\section*{Non-local carrier temperature along the channel of a MOSFET}

\subsection*{Statement}

Let $y$ run from source to drain, let $V(y)$ be the electrostatic potential in the channel of an nMOSFET, and let $E=dV/dy$. Thus $E$ is the magnitude of the lateral field, and the force $qE$ on an electron ($q>0$) points to the drain. The electrons have density $n$, drift velocity $v$, temperature $T_e$ and energy relaxation time $\tau_w$. The lattice is at $T_0$. The excess temperature is written in volts,
\begin{equation}
\theta=k(T_e-T_0)/q ,
\end{equation}
so that 1 V corresponds to $1.16\times10^{4}$ K. Under premises P1--P5 below the following holds.

(a) The temperature obeys
\begin{equation}\label{ode}
\frac{dT_e}{dy}+\frac{T_e-T_0}{\lambda_w}=\frac{2q}{5k}E,\qquad \lambda_w=\tfrac53\,v\,\tau_w .
\end{equation}

(b) For constant $\lambda_w$ and bounded $T_e$ far upstream,
\begin{equation}\label{kernel}
T_e(y)-T_0=\frac{2q}{5k}\int_{-\infty}^{y}E(u)\,e^{(u-y)/\lambda_w}\,du .
\end{equation}

(c) For a field that grows as $e^{y/l}$,
\begin{equation}\label{expo}
T_e-T_0=\frac{2q}{5k}\,E\,\frac{l\lambda_w}{l+\lambda_w}.
\end{equation}
This is the local value $\theta_{\rm loc}=\tfrac25\lambda_wE$ reduced by $l/(l+\lambda_w)$. With $E_ml\approx V_d-V_{dsat}$ at the drain junction, $k(T_e-T_0)$ tends to $\tfrac25q(V_d-V_{dsat})$ in the limit $l\ll\lambda_w$.

(d) If $E$ is continuous at its maximum, $T_e$ peaks strictly downstream of it and below the largest local value. If $E$ drops abruptly to zero at the junction, the peak lies at the junction.

\subsection*{Premises}

P1. Steady state and semiclassical transport. All quantities are averaged across the film, no particles or energy cross its interfaces, and the transverse field does no net work.

P2. No generation or recombination.

P3. Collisions remove energy at the rate $n(w-w_0)/\tau_w$ per volume, where $w$ is the mean kinetic energy and $w_0=\tfrac32kT_0$. This defines $\tau_w$, which is taken as constant.

P4. Parabolic band of mass $m$, non-degenerate gas, isotropic spread of velocities about $v$, and $\tfrac12mv^2\ll kT_e$.

P5. The heat flux $Q$, defined below, is dropped.

\subsection*{Proof of (a)}

The distribution $f(y,\mathbf k)$ obeys the Boltzmann equation
\begin{equation}
v_y\frac{\partial f}{\partial y}+\frac{qE}{\hbar}\frac{\partial f}{\partial k_y}=C[f],\qquad v_y=\frac1\hbar\frac{\partial\varepsilon}{\partial k_y}.
\end{equation}
Integrate over $\mathbf k$. The field term is a total derivative and vanishes, and by P2 so does the collision term. The particle flux $\Phi=\int v_yf=nv$ is therefore independent of $y$. Next multiply by $\varepsilon$ before integrating. By parts, $\hbar^{-1}\int\varepsilon\,\partial f/\partial k_y=-\int v_yf=-\Phi$. With the energy flux $S=\int\varepsilon v_yf$ and P3,
\begin{equation}
\frac{dS}{dy}=qE\,\Phi-\frac{n(w-w_0)}{\tau_w}.
\end{equation}
Division by the constant $\Phi$ gives
\begin{equation}\label{exact}
\frac{d}{dy}\frac{S}{\Phi}=qE-\frac{w-w_0}{v\tau_w},
\end{equation}
which rests on P1--P3 alone.

To relate $S/\Phi$ to $T_e$, write the electron velocity as $v\hat{\mathbf y}+\mathbf c$ with $\langle\mathbf c\rangle=0$. Expand $\tfrac12m\,|v\hat{\mathbf y}+\mathbf c|^2(v+c_y)$ and average. The terms linear in $\mathbf c$ vanish, which leaves
\begin{equation}
S=nv\left[\tfrac12mv^2+\tfrac12m\langle c^2\rangle+m\langle c_y^2\rangle\right]+Q,\qquad Q=\tfrac12nm\langle c^2c_y\rangle .
\end{equation}
Define $T_e$ by $\tfrac12m\langle c^2\rangle=\tfrac32kT_e$. Isotropy gives $m\langle c_y^2\rangle=kT_e$, the work done by the electron pressure. With P4 and P5,
\begin{equation}
S=\tfrac52kT_e\,nv,\qquad w=\tfrac32kT_e .
\end{equation}
Insertion in (\ref{exact}) yields $\tfrac52k\,dT_e/dy=qE-\tfrac32k(T_e-T_0)/(v\tau_w)$. Multiplying by $2/5k$ gives (\ref{ode}), since $\tfrac25\cdot\tfrac32=\tfrac35$. In terms of $\theta$,
\begin{equation}\label{th}
\theta'=\tfrac25E-\frac{\theta}{\lambda_w}=\frac{\theta_{\rm loc}-\theta}{\lambda_w},
\end{equation}
so $\theta_{\rm loc}$ is the temperature reached in a uniform field.

\subsection*{Proof of (b), and a comparison rule}

For constant $\lambda_w$, as where $v=v_{sat}$, multiply (\ref{th}) by $e^{y/\lambda_w}$. The terms in $\theta$ combine to $(\theta e^{y/\lambda_w})'=\tfrac25Ee^{y/\lambda_w}$, and integration from $y_0$ gives
\begin{equation}\label{sol}
\theta(y)=\theta(y_0)\,e^{-(y-y_0)/\lambda_w}+\tfrac25\int_{y_0}^{y}E(u)\,e^{(u-y)/\lambda_w}du .
\end{equation}
For $y_0\to-\infty$ with bounded $\theta(y_0)$ this is (\ref{kernel}). If $v$ varies, the same steps hold with the kernel $\exp[-\int_u^y ds/\lambda_w(s)]$.

A longer relaxation length gives a hotter gas. Take two solutions with the same $E$ and the same starting value, with $\lambda_2(y)\ge\lambda_1(y)$ and $\theta_1\ge0$. Their difference $D=\theta_2-\theta_1$ obeys $D'+D/\lambda_2=\theta_1(1/\lambda_1-1/\lambda_2)\ge0$ with $D(y_0)=0$, so $D\ge0$. The choice $\lambda_2=\infty$ gives the lossless bound $\theta(y)\le\theta(y_0)+\tfrac25[V(y)-V(y_0)]$.

\subsection*{The field in a thin SOI film}

Take a fully depleted film of thickness $t_{si}$ and acceptor density $N_A$, a front oxide with $C_{ox}=\epsilon_{ox}/t_{ox}$, a buried oxide thick enough that its displacement flux is negligible, and $V$ uniform across the film. Poisson's equation integrated over the thickness reads
\begin{equation}\label{gauss}
\epsilon_{si}t_{si}V''+C_{ox}(V_G^{*}-V)=qN_At_{si}+qN_s ,
\end{equation}
where $V_G^{*}$ is the gate voltage less the flat-band offset and $N_s$ is the electron sheet density. Put $y=0$ where the velocity saturates, with $V(0)=V_{dsat}$ and $E(0)=E_{sat}$, and fix the zero of $V$ so that $V=V_d$ in the neutral drain. At $y=0$ the gradual-channel approximation drops $V''$. For $y>0$ the flux and $v=v_{sat}$ are constant, so $N_s$ is constant. Subtracting (\ref{gauss}) at $y=0$ from (\ref{gauss}) at $y$ gives
\begin{equation}
V''=\frac{V-V_{dsat}}{l^2},\qquad l=\sqrt{\frac{\epsilon_{si}}{\epsilon_{ox}}\,t_{si}t_{ox}},
\end{equation}
whose solution is $V-V_{dsat}=lE_{sat}\sinh(y/l)$, $E=E_{sat}\cosh(y/l)$. For an abrupt, heavily doped drain at $y=\Delta L$ the whole drop $\Delta V=V_d-V_{dsat}$ falls in the film, and
\begin{equation}
\sinh\frac{\Delta L}{l}=\frac{\Delta V}{lE_{sat}},\qquad E_m=\sqrt{E_{sat}^2+(\Delta V/l)^2}.
\end{equation}
For $\Delta V\gg lE_{sat}$ the field near the drain is $E_me^{(y-\Delta L)/l}$ with $E_m\approx\Delta V/l$.

\subsection*{Proof of (c)}

With $E(u)=E(y)e^{(u-y)/l}$ the integral in (\ref{kernel}) is $E(y)\int_0^\infty e^{-t(1/l+1/\lambda_w)}dt=E(y)\,l\lambda_w/(l+\lambda_w)$, which is (\ref{expo}). At the junction
\begin{equation}\label{junc}
\theta_m=\tfrac25\,\Delta V\,\frac{\lambda_w}{l+\lambda_w},
\end{equation}
which tends to $\tfrac25\Delta V$ for $l/\lambda_w\to0$. In that limit nothing is lost to the lattice, and $q\Delta V$ is the gain in the enthalpy $\tfrac52kT_e$ carried per electron.

The full profile can be treated exactly. The trial $\theta=\tfrac25E_{sat}[A\cosh(y/l)+B\sinh(y/l)]$ in (\ref{th}) requires $B/l+A/\lambda_w=1$ and $A/l+B/\lambda_w=0$, so $B=l\lambda_w^2/(\lambda_w^2-l^2)$ and $A=-Bl/\lambda_w$. Adding the homogeneous solution that makes $\theta(0)=\theta_0$ gives
\begin{equation}
\theta=\theta_0e^{-y/\lambda_w}+\tfrac25E_{sat}\frac{l\lambda_w}{\lambda_w^2-l^2}\left[\lambda_w\sinh\frac yl-l\cosh\frac yl+l\,e^{-y/\lambda_w}\right],
\end{equation}
and at $y=\Delta L$
\begin{equation}\label{coshm}
\theta_m=\theta_0e^{-\Delta L/\lambda_w}+\tfrac25\frac{\lambda_w}{\lambda_w^2-l^2}\left[\lambda_w\Delta V-l^2E_m+l^2E_{sat}e^{-\Delta L/\lambda_w}\right].
\end{equation}
With $E_m=\Delta V/l$ and the two exponential terms dropped, (\ref{coshm}) reduces to (\ref{junc}). For $\lambda_w\to\infty$ it gives $\theta_0+\tfrac25\Delta V$, so the limit in (c) is the rise above the entry temperature. Upstream of $y=0$ the electrons start near $T_0$, the field lies between zero and $E_{sat}$, and $v\le v_{sat}$. Equation (\ref{sol}) and the comparison rule then give $0\le\theta_0\le\tfrac25\lambda_wE_{sat}$.

\subsection*{Proof of (d)}

Write $\tfrac25E=\theta_{\rm loc}/\lambda_w$ in (\ref{sol}) and integrate by parts:
\begin{equation}\label{lag}
\theta_{\rm loc}(y)-\theta(y)=[\theta_{\rm loc}-\theta]_{y_0}\,e^{-(y-y_0)/\lambda_w}+\int_{y_0}^{y}\theta_{\rm loc}'(u)\,e^{(u-y)/\lambda_w}du .
\end{equation}
Let $E$ be continuous, rise from $y_0$ to a single maximum at $y_m$ and fall to zero beyond it, with $\theta(y_0)\le\theta_{\rm loc}(y_0)$. For $y_0<y\le y_m$ the right side of (\ref{lag}) is positive, so by (\ref{th}) $\theta'>0$ up to and at $y_m$, and by continuity a little beyond. Since $\theta_{\rm loc}\to0$ while $\theta$ would keep rising if it stayed below, the gap $G=\theta_{\rm loc}-\theta$ must reach zero at some $y_p>y_m$. It obeys $G'=\theta_{\rm loc}'-G/\lambda_w$, which is negative at any zero beyond $y_m$, so there is one crossing and one maximum. There $\theta(y_p)=\theta_{\rm loc}(y_p)<\theta_{\rm loc}(y_m)$. If instead $E$ jumps to zero at $y_m$, $\theta'$ changes sign at the jump and $y_p=y_m$. When $v$ varies, the argument holds with $y_m$ read as the maximum of $\lambda_wE$.

For an explicit case let the field fall as $E_me^{-s/d}$ in the depleted edge of the drain, with $s=y-\Delta L$ and $d\ne\lambda_w$. Equation (\ref{sol}) gives
\begin{equation}
\theta(s)=\theta_me^{-s/\lambda_w}+\tfrac25E_m\frac{d\lambda_w}{\lambda_w-d}\left(e^{-s/\lambda_w}-e^{-s/d}\right).
\end{equation}
Set this equal to $\theta_{\rm loc}=\tfrac25\lambda_wE_me^{-s/d}$ and take $\theta_m$ from (\ref{expo}). After division by $\tfrac25E_m\lambda_w$ the coefficient of $e^{-s/d}$ is $1+d/(\lambda_w-d)=\lambda_w/(\lambda_w-d)$, and that of $e^{-s/\lambda_w}$ is $l/(l+\lambda_w)+d/(\lambda_w-d)=\lambda_w(l+d)/[(l+\lambda_w)(\lambda_w-d)]$. Hence
\begin{equation}\label{peak}
s_p=\frac{d\lambda_w}{\lambda_w-d}\ln\frac{l+\lambda_w}{l+d},\qquad \theta_p=\tfrac25\lambda_wE_me^{-s_p/d},\qquad E_m=\frac{\Delta V}{l+d}.
\end{equation}
The last relation holds because the drop is now shared between the two exponential flanks.

\subsection*{Range of validity}

\emph{Heat flux.} P5 is the weakest premise. For an energy-independent momentum relaxation time $\tau$, a local Maxwellian $f_0$ at uniform pressure has $\partial f_0/\partial y=f_0(x-\tfrac52)T_e'/T_e$ with $x=\varepsilon/kT_e$. The first-order correction $-\tau v_y\,\partial f_0/\partial y$ carries no particle flux. With $v_y^2\to2\varepsilon/3m$ and $\langle x^2(x-\tfrac52)\rangle=\tfrac{15}{4}$ it carries $Q=-\tfrac52(k^2/q)\,n\mu T_eT_e'$, where $\mu=q\tau/m$. Then $|Q|/(\tfrac52kT_env)=\mu\theta'/v$. Take $\mu$ as the mobility at the same $T_e$ in a uniform field $E_{eq}$, so that $\mu=v_{sat}/E_{eq}$ and $\theta=\tfrac25\lambda_wE_{eq}$. For $v=v_{sat}$ and the exponential profile, where $\theta'=\theta/l$,
\begin{equation}\label{Q}
\frac{|Q|}{\tfrac52kT_env}=\frac25\frac{\lambda_w}{l}.
\end{equation}
P5 is thus controlled only for $l\gg\tfrac25\lambda_w$. For shorter $l$ the gradient expansion behind (\ref{Q}) fails as well, and (\ref{ode}) is a closure without a small parameter. The balance (\ref{exact}) survives. Put $S/\Phi=\eta w$ with constant $\eta$. Then (\ref{exact}) has relaxation length $\eta v\tau_w$, and for the exponential field
\begin{equation}\label{eta}
w-w_0=qEl\,\frac{v\tau_w}{l+\eta v\tau_w}.
\end{equation}
The model has $\eta=\tfrac53$. A weakly drifting gas with $\tau\propto\varepsilon^{r}$ has $S/\Phi=kT_e\,\Gamma(r+\tfrac72)/\Gamma(r+\tfrac52)=(r+\tfrac52)kT_e$, so $\eta=\tfrac43$ for $r=-\tfrac12$. A monoenergetic beam has $\eta=1$. An upstream heat flux also lowers $\eta$. On the rising flank the model therefore tends to underestimate $w$.

\emph{Velocity.} Overshoot lengthens $\lambda_w$. At given $E(y)$ and $\theta_0$ the comparison rule confines the result between the $v_{sat}$ value and the lossless bound. Overshoot also lowers $N_s$ and so alters the field profile. In the neutral drain $n$ rises to the doping level, $v=\Phi/n$ and $\lambda_w$ collapse, and the mean temperature returns to $T_0$. Equation (\ref{peak}) applies only within the depleted edge.

\emph{Band shape.} For $\gamma(\varepsilon)=\varepsilon(1+\alpha\varepsilon)=\hbar^2|\mathbf k|^2/2m$ the density of states goes as $\gamma^{1/2}\gamma'$, and the flux weight of a Maxwellian slightly displaced in $\mathbf k$ goes as $\gamma^{3/2}/\gamma'$. With the typical silicon value $\alpha\approx0.5$ eV$^{-1}$ and $kT_e=0.3$ eV these give $w=1.9\,kT_e$, $S/\Phi=2.5\,kT_e$ and $\eta=1.3$. The flux coefficient survives and $w=\tfrac32kT_e$ does not.

\emph{Tail.} $T_e$ measures a second moment of the velocity and does not fix the population at high energy.

\emph{Lattice and generation.} $T_0$ is the local lattice temperature. Self-heating of an SOI film by 100 K shifts $kT_e$ by 9 meV. P2 needs the impact-ionisation current to be small against the drain current.

\subsection*{Numerical illustration}

Take $l=10$ nm. With the typical permittivity ratio $11.7/3.9$, a film with $t_{si}=11$ nm and $t_{ox}=3$ nm gives 9.95 nm, although uniformity of $V$ across such a film is only approximate. Typical inputs for silicon are $v_{sat}\approx1\times10^7$ cm/s, $\tau_w\approx0.3$ ps and $E_{sat}\approx5\times10^4$ V/cm. Assume $T_0=300$ K, $V_d=1.2$ V and $V_{dsat}=0.4$ V, so $\Delta V=0.8$ V. Then $v\tau_w=30$ nm and $\lambda_w=50$ nm.

For the abrupt drain, $lE_{sat}=0.05$ V, $\sinh(\Delta L/l)=16$, $\Delta L=35$ nm, $E_m=8.02\times10^5$ V/cm and $e^{-\Delta L/\lambda_w}=0.50$. The bracket in (\ref{coshm}) is $40-8.02+0.25=32.23$ V\,nm. The entry bound is $\theta_0\le0.10$ V, which adds at most 0.05 V at the junction. For a graded drain assume $d=3$ nm. Then $E_m=6.15\times10^5$ V/cm and $\theta_m=0.21$ V, and the peak lies at $s_p=4.9$ nm, where the field has fallen to 0.20 of its maximum.

\begin{center}
\begin{tabular}{lcc}
\hline
case & peak $\theta$ (V) & $T_e$ ($10^3$ K)\\
\hline
local, $\tfrac25\lambda_wE_m$, abrupt drain & 1.6 & 19\\
limit $\tfrac25\Delta V$ & 0.32 & 4.0\\
exponential field, (\ref{junc}) & 0.27 & 3.4\\
cosh field, (\ref{coshm}), $\theta_0=0$ & 0.27 & 3.4\\
cosh field, (\ref{coshm}), largest $\theta_0$ & 0.32 & 4.0\\
graded drain, (\ref{peak}) & 0.24 & 3.1\\
\hline
\end{tabular}
\end{center}

The local estimate exceeds the non-local one by $(l+\lambda_w)/l=6$, and (\ref{junc}) reaches 0.83 of the limit. The third and fourth rows differ by 0.002 V. The equality of the second and fifth rows is a coincidence of the inputs, in which the entry heat offsets the loss to the lattice. The fourth and fifth rows correspond to $w=0.44$ and 0.52 eV.

The result depends weakly on $\lambda_w$. For $\tau_w=0.2$ and 0.4 ps, (\ref{junc}) gives 0.25 and 0.28 V, and doubling $v$ at 0.3 ps gives 0.29 V. The drift energy for a typical conductivity mass of $0.26\,m_0$ is 7.4 meV at $v_{sat}$ and 30 meV at twice that velocity, against $\tfrac52kT_e=0.74$ eV in the fourth row. The closure matters more. The ratio (\ref{Q}) equals 2, so $l=10$ nm lies outside the controlled range $l\gg20$ nm, and (\ref{eta}) gives $w-w_0=0.40$, 0.48 and 0.60 eV for $\eta=\tfrac53$, $\tfrac43$ and 1.

The model's peak excess temperature is therefore about 0.3 V, or $T_e$ between three and four thousand kelvin, and its mean energy on the rising flank is low by a factor of 1.5 if the stream is beam-like. A parabolic-band Maxwellian with $kT_e=0.3$ eV would place 4.6 per cent of the electrons above $qV_d=1.2$ eV, roughly the most that the field can supply. As typical knowledge, the distribution in a short silicon channel falls steeply near $qV_d$, so rates taken from this $T_e$ for thresholds above $qV_d$ come out too high, commonly by orders of magnitude.